**Estimating the gap of HfIn₄SiO₆ with another semilocal functional**

The band gap is the energy between the highest filled and the lowest empty electron state. Here it comes from density functional calculations on one fixed crystal cell, repeated with six functionals that use only the local electron density and, LDA apart, its gradient. The column "gap on path" searches for the two states along lines between special points of reciprocal space. The column "direct gap on path" also requires both states to have the same wave vector $k$.

SIESTA 5.4.2, Kohn–Sham DFT for HfIn₄SiO₆ (12-atom cell, fixed geometry) with a DZP basis (two zetas on semicore shells), PseudoDojo 0.4 standard pseudopotentials, a 5 × 5 × 4 k mesh and Fermi–Dirac smearing of 0.05 eV, without spin polarisation or spin–orbit coupling. The band path is X–Γ–Y–L–Γ–Z–N–Γ–M–R–Γ.

```tsv
functional	gap on path (eV)	direct gap on path (eV)
LDA	1.135	1.136
PBE	1.115	1.116
PBEsol	1.087	1.088
RPBE	1.117	1.118
BLYP	1.270	1.270
AM05	1.117	1.118
```

**What the path does not see**

The two columns agree to about 0.001 eV, so the material looks like a direct-gap oxide. The same runs also give the bands on a regular mesh of $k$ points, and there the smallest gap is lower for every functional, by 0.23 to 0.27 eV. The smallest direct gap, in contrast, is the same on mesh and path. The bands therefore agree, and the difference lies in where one looked: the path misses the top of the filled bands, the bottom of the empty ones, or both. The lower gap is indirect.

This matters more than the choice among five of the six functionals. Without BLYP, the path gaps spread over only 0.05 eV, a fifth of what the path overlooks.

**Why one subtraction serves all six**

A chain of identical atoms suggests a reason. Let each atom, at spacing $a$, carry one filled level $e_v$ and one empty level $e_c$, and let electrons hop between neighbours with strengths $t_v > t_c > 0$. The two bands are

$$E_v(k)=e_v+2t_v\cos ka,\qquad E_c(k)=e_c+2t_c\cos ka .$$

The filled band peaks at $k=0$, and the empty band has its minimum at $k=\pi/a$. The smallest direct gap lies at $k=0$ and exceeds the indirect gap by $4t_c$. The level distance $e_c-e_v$ has dropped out: moving the empty level up widens both gaps equally and leaves their difference alone.

In the oxide, the functional may play mainly the part of $e_c-e_v$. The hopping depends on how far the orbitals of neighbouring atoms overlap, and the atoms sit at the same places in all six runs. That is an argument, not something the runs isolate. The chain also leaves out the mixing of filled and empty bands and any change of hopping with the functional, so in the oxide the difference can be expected to stay nearly constant at best.

**The rule**

Let $G_\mathrm{path}$ be the gap on path and $G_\mathrm{mesh}$ the smallest gap on the mesh. Then

$$G_\mathrm{mesh}\approx G_\mathrm{path}-0.25\ \text{eV}.$$

If no band path has been computed for the functional, take $G_\mathrm{path}\approx 1.11$ eV, provided that the functional uses only the density and its gradient and becomes exact for a uniform electron gas. All functionals in the table except BLYP are built to do so, at least very nearly. They share this starting point, and a gradient correction changes one common potential for filled and empty states, so much of the change can cancel in the gap. This is no guarantee: a gradient correction made to widen gaps may keep the uniform limit and still miss 1.11 eV.

**Two rows worked**

For PBEsol the table gives 1.087 eV. Subtracting 0.25 eV leaves 0.84 eV, while the mesh gives 0.81 eV. The estimate is too high by 3 % of the mesh gap. Without the path value, the rule would give $1.11-0.25=0.86$ eV, too high by about 0.05 eV.

For BLYP the path gap is 1.270 eV, so the estimate is 1.02 eV against 1.04 eV on the mesh. The subtraction works even though this gap is much wider. The estimate from the name alone, 0.86 eV, is too low by 0.18 eV and should not be used here.

**How good it is**

The 0.25 eV is the average difference over all six rows, the two worked ones included. With it, every mesh gap is met to within 0.025 eV. When each row in turn is left out of the average, the typical miss is 0.023 eV. The 1.11 eV is the average path gap of the five functionals other than BLYP; the output below gives both fits. Used without a path value, it leads to 0.86 eV, which lies within 0.05 eV of the mesh gap for each of these five.

A constant ratio, with the mesh gap at 78 % of the path gap, does somewhat worse. Most of that verdict rests on BLYP, because the other path gaps are too alike to tell a difference from a ratio.

The subtraction also drifts. It is about 0.27 eV for LDA and PBEsol and 0.23 eV for RPBE and BLYP. The first two would shrink this cell if it were free to relax, and the last two would expand it. As the cell was held fixed, the drift is not an effect of strain, and its cause is not settled here. Among the five functionals other than BLYP, the drift is about as large as the spread of the path gaps themselves, so the picture of a mere level shift rests mostly on BLYP.

**The order of the functionals**

PBEsol gives the lowest gap and BLYP the highest, on path and mesh alike. Between them there is no ladder from the simplest functional upwards. LDA lies 0.02 eV above PBE on the path and level with it on the mesh. RPBE lies within 0.002 eV of PBE on the path and 0.03 eV above it on the mesh. Differences this small depend on which $k$ points are compared.

BLYP stands apart by 0.16 eV on the path. Its correlation part, LYP, does not reduce to the uniform gas, which makes it the natural suspect. RPBE gives a weak hint in the same direction: it has nearly the same exchange energy as BLYP and was run with the same pseudopotentials, made for PBE, yet its gap stays with the group. Exchange energies say little about gaps, though: those of LDA and PBE differ by about 135 eV per cell, while their path gaps differ by only 0.02 eV. The borrowed pseudopotentials may also suit BLYP less well than RPBE, which shares its correlation with PBE. (AM05 was run with borrowed ones too, made for PBEsol.) A run with the exchange of BLYP and the correlation of PBE would tell whether exchange or correlation widens the gap, and a BLYP run with pseudopotentials made for BLYP would test the borrowed ones.

**Where the rule stops**

The 0.25 eV belongs to this crystal, this cell, this path and this mesh. Another path might pass through the true band edges, and then nothing should be subtracted. What carries over is the procedure: compare path and mesh once with one functional, then reuse the difference for its relatives at the same geometry. In this table, a difference taken from a single row would miss another row by up to 0.05 eV. Where a new run prints its own mesh gap, read that instead. If each functional is allowed to relax the cell, the hopping changes too, and the rule has not been tested for that.

The mesh is coarse, so a finer one could find a still smaller gap for each functional. For the gap of the real material, a larger caution applies. Semilocal functionals usually give gaps that are too small, and spin–orbit coupling, left out here, can shift the bands of heavy atoms such as indium and hafnium. The hafnium basis, which must describe semicore shells and the valence shells above them, is short as well, and its effect on the gap was not tested. Five functionals that agree share an approximation, and their agreement does not measure its error.

Output of the analysis:

```
fit of gap_on_path on 5 rows (ueg == 1): constant 1.114 +/- 0.0077; rms 0.0154, worst PBEsol 0.0272, leave-one-out rms 0.0193
  rows outside the fit (model, value, miss): BLYP 1.114, 1.27, -0.156
fit of offset on 6 rows: constant 0.2524 +/- 0.0085; rms 0.0191, worst BLYP 0.0248, leave-one-out rms 0.0229
fit of mesh on 6 rows: coefficient of gap_on_path 0.7798 +/- 0.011; rms 0.029, worst BLYP -0.0521, leave-one-out rms 0.0355
Hand estimates of the mesh gap (eV):
     row  mesh_gap  path_less_mesh  path_less_0.25      miss  miss_of_0.86
     LDA    0.8606          0.2744           0.885   0.02437      -0.00063
     PBE      0.86           0.255           0.865   0.00503         3e-05
  PBEsol    0.8122          0.2748           0.837   0.02482       0.04782
    RPBE    0.8885          0.2285           0.867  -0.02155      -0.02855
    BLYP     1.042          0.2276            1.02  -0.02241       -0.1824
    AM05    0.8628          0.2542           0.867   0.00417      -0.00283
Largest miss of path gap less 0.25 (eV): 0.02482
Spread of path gaps without BLYP (eV): 0.048
Spread of mesh gaps without BLYP (eV): 0.07637
BLYP above mean of the other five, path (eV): 0.1558
BLYP above mean of the other five, mesh (eV): 0.1856
LDA less PBE, path gap (eV): 0.02
LDA less PBE, mesh gap (eV): 0.00066
RPBE less PBE, path gap (eV): 0.002
RPBE less PBE, mesh gap (eV): 0.02858
BLYP less RPBE, exchange energy (eV per cell): 0.8345
BLYP less RPBE, correlation energy (eV per cell): 33.58
Rank correlation of path-less-mesh gap with pressure: -0.8857
```
